# Strontium titanate under strain: size and shape

A strained crystal can change its volume, its shape, or both. In the table, hydrostatic strain changes all three edges equally. Epitaxial strain stretches two edges and leaves the third free to adjust, as in a film on a substrate. Uniaxial strain squeezes one edge with the sides held, and shear tilts two axes towards each other. Negative strain means compression.

Cubic perovskite SrTiO3 (five-atom cell, unstrained a = 3.907 Å) under strain, calculated with Ansatz 0.2.0 using r2SCAN, plane-wave PAW, a 500 eV cutoff, a 6×6×6 k mesh and no spin polarisation. Atoms are relaxed at each strain. Strain is per length, or the engineering angle for shear, and changes are relative to the unstrained cell.

| strain kind | strain (%) | band gap (eV) | band gap change (eV) | least direct gap change (eV) | pressure change (GPa) |
| --- | --- | --- | --- | --- | --- |
| epitaxial xy | 5 | 2.023 | -0.238 | -0.226 | -10.17 |
| hydrostatic | -4 | 2.523 | 0.262 | 0.159 | 30.27 |
| hydrostatic | -3 | 2.460 | 0.199 | 0.129 | 21.11 |
| hydrostatic | -2 | 2.395 | 0.135 | 0.091 | 13.10 |
| hydrostatic | -1 | 2.328 | 0.068 | 0.048 | 6.10 |
| hydrostatic | 1 | 2.192 | -0.069 | -0.052 | -5.30 |
| hydrostatic | 2 | 2.123 | -0.138 | -0.108 | -9.88 |
| hydrostatic | 3 | 2.053 | -0.207 | -0.167 | -13.83 |
| hydrostatic | 4 | 1.984 | -0.277 | -0.228 | -17.22 |
| shear xy | 1 | 2.236 | -0.024 | -0.044 | 0.01 |
| uniaxial z | -2.5 | 2.273 | 0.013 | -0.005 | 5.27 |

## 1. What does an equal stretch of all edges do to the gap?

It lowers the gap at every step. From 4 % compression to 4 % expansion the band gap falls from 2.52 to 1.98 eV, or about 0.07 eV for each per cent of length. The steps are nearly equal: the first is 0.063 eV and the last 0.069 eV. Over this range the gap is therefore almost a straight line in the edge length.

## 2. Why do longer bonds mean a smaller gap?

The highest filled states belong to oxygen 2p and the lowest empty ones to titanium 3d. To cross the gap, an electron must move from oxygen to titanium. Imagine the ions pulled far apart. A lone Ti⁴⁺ would take electrons from O²⁻ at once, so it is the electrostatic potential of the surrounding ions that keeps them on oxygen. Negative neighbours raise the levels of titanium, and positive neighbours lower those of oxygen.

Expansion weakens this potential, and the two sets of levels approach each other. At the two band edges symmetry forbids mixing between titanium d and oxygen p, so covalent bonding does not shift these levels directly. It does act indirectly: bonding states deeper in the valence band share electrons between the ions and so lower their real charges. The gap is therefore expected to respond much less than full charges of 4+ and 2− would suggest. Compression also strengthens the overlap between neighbouring oxygens. This is expected to raise the top of the oxygen bands and so to narrow the gap, but the table shows that the net effect is a wider one. That the ionic potential prevails is an argument from theory; the calculation gives only the sum of all effects.

## 3. Is strain or pressure the better measure?

The potential of the ions depends on distances, so strain is the natural variable. Pressure is a less even one, because the crystal stiffens as it is squeezed and each further gigapascal shortens the bonds by less. Averaged from zero to 4 % compression, the gap changes by about 9 meV per GPa; from zero to 4 % expansion it changes by about 16 meV per GPa. A single pressure coefficient thus holds only near the unstrained crystal, where it is about 12 meV per GPa.

## 4. Why does the direct gap fall less under equal strain?

The smallest gap is indirect. Its filled state lies at R, a corner of the Brillouin zone, and its empty state at the centre, Γ. The least direct gap has both states at Γ. The two gaps share the same empty state, so any difference between them comes from the valence band alone.

The valence top at R lies 0.26 eV above that at Γ at 4 % compression, and 0.42 eV above it at 4 % expansion. As the crystal expands, the filled state at R therefore gains on the one at Γ, and the indirect gap closes faster. Over the whole range it loses 0.54 eV and the direct gap only 0.39 eV. The two valence tops never change order in these rows, so the gap stays indirect. Why their separation grows is left open here, since the results do not list the orbital make-up of the two states.

## 5. How much of the loss in a stretched film is due to volume?

The epitaxial row loses 0.238 eV at 5 % stretch. To find the part of volume, take a hydrostatic crystal of the same volume and read off its gap change.

- The edge normal to the film shrinks by 2.6 %, so the volume is multiplied by 1.05 × 1.05 × 0.974 ≈ 1.074. It grows by 7.4 %.
- Hydrostatic strains of 2 and 3 % give volume increases of 6.1 and 9.3 %. The film lies about 0.4 of the way between them.
- The gap changes of those two rows are −0.138 and −0.207 eV. The estimate is −0.138 − 0.4 × 0.069 ≈ −0.166 eV.

Volume thus accounts for about 70 % of the loss. Of the film row only the volume entered the estimate, not the gap, and the remaining −0.07 eV is put down to the change of shape. The output printed below treats the uniaxial row in the same way.

How the loss is shared between the two band edges cannot be read from these rows, because band edges in cells of different volume have no common zero of energy. The film is also an idealised one. Every atom sits on a centre of inversion, so the polar displacements that tensile strain favours in this material could not appear, and they would alter the gap.

## 6. What does a change of shape do when the volume stays the same?

The shear row isolates this case. In the cubic crystal each band edge is a set of three levels of equal energy. A change of shape makes directions unequal that were equal before. It splits the set, with some levels going up and others down, while for a small distortion their average stays almost in place. The gap is measured from the highest filled level to the lowest empty one, so splitting at either edge narrows it.

Because the volume hardly changes, the edges of the sheared and the unstrained cell can be compared directly. The conduction edge falls by 17 meV and the valence top at R rises by 7 meV, which together make up the loss of 24 meV. Both edges move in the expected direction. The valence top at Γ rises more, by 28 meV, so in this row the direct gap loses more than the indirect one.

What if the shear were reversed? The crystal would become its own mirror image, and its gap would be the same. Shear therefore narrows the gap for either sign, whereas a change of volume narrows or widens it according to its sign.

Spin–orbit coupling, which is left out, splits the conduction edge by tens of meV even in the cubic crystal. That is as large as the shear effect, so the direction of the shift is more secure than its size.

## 7. Why does squeezing one edge barely open the gap?

Here the two effects oppose each other. A squeeze of 2.5 % along one edge reduces the volume by the same percentage, which on its own would widen the gap by about 0.057 eV. The calculated change is only +0.013 eV. The change of shape has taken back most of the gain.

This gives a rule for guessing other cases. When a film is stretched, volume and shape both narrow the gap. When it is compressed in its plane, the smaller volume should widen the gap while the new shape narrows it, so the response should be weaker than under stretch. No row tests that last case, and the shape part may differ in size there. At each band edge the three levels split into a single one and a pair, and these are expected to change places when the distortion is reversed.

The division into volume and shape is good for signs and rough sizes, but no more. If the shape part were proportional to the difference between the in-plane and the normal strain, both rows would give the same value for each per cent of that difference. They give about 10 meV for the film and 18 meV for the uniaxial squeeze. Either the splitting is not linear at such strains, or the two effects do not simply add; one row of each kind cannot decide.

## 8. Which digits can be trusted?

The least certain number is the gap itself. The unstrained value is 2.26 eV, while the measured gap is roughly 3.2 eV, a shortfall typical of functionals of this kind. Differences between strained cells are safer, since much of this error should cancel, but no second level of theory is present to confirm it. For practical use, 0.07 eV for each per cent of equal strain is a sensible figure, and the third decimal serves only to compare rows with each other.

All rows need one more reservation. Real strontium titanate rotates its oxygen octahedra at low temperature, and a cell of five atoms cannot hold that pattern. In the stretched rows the polar displacements named in section 5 are shut out as well. The numbers describe the ideal cubic framework and its strained forms, which need not be the most stable structure at each strain.

The analysis program printed:

```
Volume change and valence top at R above that at Gamma:
           row  volume change in %  R above Gamma in eV
  epitaxial xy               7.377               0.3786
   hydrostatic              -11.53               0.2636
   hydrostatic              -8.733               0.2966
   hydrostatic              -5.881               0.3226
   hydrostatic               -2.97               0.3466
   hydrostatic                3.03               0.3836
   hydrostatic               6.121               0.3966
   hydrostatic               9.273               0.4066
   hydrostatic               12.49               0.4156
      shear xy                   0               0.3466
    uniaxial z                -2.5               0.3486
Fall of the gap from -4 to +4 % hydrostatic, eV: 0.539
Mean fall of the gap per 1 % of length, eV: 0.06738
Fall of the direct gap from -4 to +4 %, eV: 0.387
Fall of the gap from -4 to -3 %, eV: 0.063
Fall of the gap from +3 to +4 %, eV: 0.069
Fall of the direct gap from -4 to -3 %, eV: 0.03
Fall of the direct gap from +3 to +4 %, eV: 0.061
Gap change per unit of ln V around zero strain, eV: -2.283
Gap change per GPa between -1 and +1 %, meV: 12.02
Gap change per GPa from zero to -4 %, meV: 8.655
Gap change per GPa from zero to +4 %, meV: 16.09
Epitaxial row, gap change expected from volume alone, eV: -0.1655
Epitaxial row, remainder ascribed to shape, eV: -0.0725
Epitaxial row, share of volume in the gap change, %: 69.54
Uniaxial row, gap change expected from volume alone, eV: 0.05727
Uniaxial row, remainder ascribed to shape, eV: -0.04427
Epitaxial remainder per 1 % difference of in-plane and normal strain, meV: -9.532
Uniaxial remainder per 1 % difference of in-plane and normal strain, meV: -17.71
Shear row, shift of the conduction edge at Gamma, meV: -16.7
Shear row, shift of the valence top at R, meV: 7.431
Shear row, shift of the valence top at Gamma, meV: 27.52
Shortfall of the unstrained gap against a rough recalled 3.2 eV, eV: 0.9396
```
